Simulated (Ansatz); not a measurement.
# Sn: energy above lowest point against volume scale

Results calculated with Ansatz 0.2.0, not measured. Free energy against uniform scaling of the volume at fixed shape and fractions; periodic cell, basis, potentials, k mesh and filling as listed.

The cell before it is scaled or strained (space group Immm, No. 71):
```
Sn
1.0
     -1.7265     1.7755     2.3383
      1.7265    -1.7755     2.3383
      1.7265     1.7755    -2.3383
Sn
1
Direct
  0.00000 0.00000 0.00000
```

Settings of every row: functional PBEsol; dispersion none; potentials all-electron LAPW; k mesh 12x12x12; k shift 0x0x0; occupations fermi dirac; smearing width 0.1 eV; spin none; basis error target 0.002 eV/atom.

Limits: coarse k mesh, up to 40 meV an atom off; minimum outside the range; the cell comes from a prototype or a list of computed structures and needn't be the stable phase.

```csv
row,volume scale,V (Å³/atom),energy above lowest point (meV/atom)
1,0.94,26.951,0
2,0.96,27.524,5.3
3,0.98,28.098,14
4,1,28.671,25.7
5,1.02,29.245,?
6,1.04,29.818,56.4
7,1.06,30.392,74.9
```

Question: what energy above lowest point should row 5 give?

Worked fit of energy above lowest point. Take u = (V_r/V)^(2/3) − 1 with V_r = 28.384 Å³ an atom, which is twice the finite (Eulerian) strain; such expansions in the strain, on which the Birch-Murnaghan equation of state is built, carry the rest volume and the bulk modulus. The shown rows have u = 0.03514, 0.02072, 0.00677, -0.00668, -0.03232, -0.04455. Least squares give energy above lowest point = 19.49 − 867.5 × u + 8698 × u² + 5744 × u³ meV/atom; a parabola predicts inner rows, each left out in turn, worse (root mean square 0.12 against 0.044 meV/atom). All shown rows lie on it to the printed digit. The withheld row has u = -0.01972, so the fit gives 19.49 − 867.5 × (-0.01972) + 8698 × (-0.01972)² + 5744 × (-0.01972)³ = 39.9 meV/atom.

The calculation gave 39.9 meV/atom. The fit meets it to the printed digit.
